## The question

Barium zirconate is an insulator: an electron has to gain a few electronvolts to pass from the highest filled level to the lowest empty one. That energy, the band gap, shifts when the crystal is squeezed or stretched. Can the shift be understood well enough to forecast both gaps of the cell at 15.325 Å³/atom?

Ansatz 0.2.0, r2SCAN with spin-orbit coupling, plane waves and PAW potentials, for cubic BaZrO3 under uniform strain from its r2SCAN geometry. All cells use a 500 eV wave cutoff, a 6×6×6 k mesh and fixed occupations.

| volume (Å³/atom) | shortest distance (Å) | band gap (eV) | least direct gap (eV) |
| --- | --- | --- | --- |
| 13.160 | 2.019 | 3.983 | 3.983 |
| 13.575 | 2.040 | 3.929 | 3.978 |
| 14.000 | 2.061 | 3.855 | 3.961 |
| 14.433 | 2.082 | 3.778 | 3.932 |
| 14.874 | 2.103 | 3.700 | 3.893 |
| 15.325 | 2.124 | ? | ? |
| 15.785 | 2.145 | 3.537 | 3.791 |
| 16.254 | 2.166 | 3.453 | 3.730 |
| 16.732 | 2.187 | 3.368 | 3.664 |

The volume $V$ is counted per atom. The band gap compares the highest filled and lowest empty levels wherever they occur among the electron waves of the crystal. The least direct gap compares levels of the same wave vector. Two wave vectors matter here: at Γ the wave repeats unchanged from cell to cell, and at R it changes sign along each cube edge.

## Why stretching closes the gap

Start from the cell at 14.874 Å³/atom, which is almost free of stress. Its gap is 3.70 eV; this level of theory places such oxide gaps too low, so the trend deserves more trust than the value itself. A stretch that adds 1 % to the volume closes the gap by about 0.026 eV. Under pressure it opens, by about 15 meV per GPa for the first step of compression.

A likely explanation, though one these data do not test, is electrostatic. The filled levels at the top belong mainly to oxygen 2p, the empty ones at the bottom to zirconium 4d. An electron on zirconium is repelled by the negative oxygen ions around it, while an electron on oxygen is attracted by the positive metal ions. Expansion weakens both effects, so the two levels approach each other.

Magnesium oxide is a simpler crystal whose gap also closes on expansion, and the same electrostatic tendency contributes there. The comparison holds for the direction of this effect only. The lowest empty band of magnesium oxide is broad, s-like and partly on oxygen, so the size of its shift does not carry over.

## Why the slope changes

For ions of fixed charge, electrostatic energies vary as $1/a$, where $a$ is the cube edge, and a $1/a$ law flattens on expansion. The computed gap does the opposite. Its slope with $\ln V$ steepens from −2.4 eV between the cells at 13.575 and 14.000 Å³/atom to −2.9 eV between the two most stretched ones. Something else, most likely of shorter range, must therefore hold back the opening under compression. Overlap between neighbouring oxygen orbitals, which lifts the top of the filled band, is a plausible but untested part of it.

The most compressed cell, at 13.160 Å³/atom, differs in kind. There the highest filled level lies at Γ, whereas in the other known cells it lies at R. The lowest empty level and the least direct gap are at Γ in every known cell for which their places are recorded, so the two gaps differ there only through the filled levels. Compression raises the filled level at Γ relative to that at R until, near 13.3 Å³/atom, Γ takes over and the gap becomes direct. Why Γ climbs relative to R is not settled by these data. The crossing belongs to the ideal cubic cell; a real crystal under such pressure may tilt its oxygen octahedra instead.

## A forecast

The model lets the slope drift steadily with volume:

$$E = E_0 + s\,x + c\,x^2,\qquad x=\ln(V/14.874).$$

Here $E$ is the gap, $E_0$ its value in the nearly stress-free cell, $s$ the slope there and $c$ the drift. For the band gap, the three constants were fitted to the known cells with the filled top at R. The direct gap was fitted separately to all known cells.

At 15.325 Å³/atom, $x = 0.0299$. With $s=-2.647$ eV and $c=-1.483$ eV, the band gap becomes

$$E = 3.70 - 0.079 - 0.001 = 3.62\ \text{eV}.$$

The forecasts are:

- **Band gap:** indirect, from R to Γ, about 3.62 eV, ±0.005 eV.
- **Least direct gap:** about 3.85 eV, ±0.006 eV around the fitted 3.848 eV.
- **Difference between them:** about 0.23 eV, ±0.01 eV.

The ranges for the two gaps are wider than the typical miss when each known cell in turn is left out of its fit.

A constant plus a $1/a$ term, fitted to the same cells as the band gap, should come out about 0.01 eV lower for that gap.

## The computed values

The withheld rows as computed:

| volume (Å³/atom) | shortest distance (Å) | band gap (eV) | least direct gap (eV) |
| --- | --- | --- | --- |
| 15.325 | 2.124 | 3.619 | 3.845 |

All three forecasts fall within their ranges. The band gap is met to better than 0.001 eV, and it lies below the direct gap, so it is indirect as forecast. The computed levels place the filled top at R and the lowest empty level at Γ, also as forecast.

The direct gap is forecast 0.003 eV too high. Its curve bends strongly at the compressed end and more gently at the stretched end, while the model allows only one curvature. The same miss carries over to the difference between the gaps.

The $1/a$ law falls 0.009 eV short for the band gap, in line with the steepening that it lacks. Success between close neighbours mainly confirms that the curve is smooth; the electrostatic cause rests on the argument above. Beyond the crossing the band-gap formula fails for a physical reason: at 13.160 Å³/atom, a cell left out of that fit, it gives 0.019 eV too much because it still follows R. The printed analysis below gives the fits in full.

Output of the analysis:

```
fit of band_gap on 7 rows (rtop): constant 3.7 +/- 0.00022, coefficient of x -2.647 +/- 0.002, coefficient of x2 -1.483 +/- 0.033; rms 0.000263, worst 14.0 -0.000376, leave-one-out rms 0.000619
  rows outside the fit (model, value, miss): 13.16 4.002, 3.983, 0.0186; 15.325 3.619, 3.619, 0.000407
fit of band_gap on 7 rows (rtop): constant -4.413 +/- 0.14, coefficient of inv 34.07 +/- 0.6; rms 0.00771, worst 13.575 0.0115, leave-one-out rms 0.012
  rows outside the fit (model, value, miss): 13.16 4.027, 3.983, 0.0444; 15.325 3.61, 3.619, -0.00937
fit of least_direct_gap on 8 rows: constant 3.894 +/- 0.0016, coefficient of x -1.375 +/- 0.012, coefficient of x2 -5.12 +/- 0.18; rms 0.00216, worst 15.785 0.00308, leave-one-out rms 0.00465
  rows outside the fit (model, value, miss): 15.325 3.848, 3.845, 0.00326
direct gap less band gap, all rows [eV]: 13.16 0, 13.575 0.049, 14.0 0.106, 14.433 0.154, 14.874 0.193, 15.325 0.226, 15.785 0.254, 16.254 0.277, 16.732 0.296
forecast of direct gap less band gap at 15.325 [eV]: 0.2289
slope of band gap with ln V, 13.575 to 14.000 [eV]: -2.4
slope of band gap with ln V, 16.254 to 16.732 [eV]: -2.933
slope of direct gap with ln V, 13.575 to 14.000 [eV]: -0.5515
slope of direct gap with ln V, 16.254 to 16.732 [eV]: -2.277
rise of band gap with pressure, 14.874 to 14.433 [meV/GPa]: 14.85
estimated depth of R top below Γ top at 13.160 [eV]: 0.0186
estimated volume where R and Γ tops cross [Å³/atom]: 13.27
```
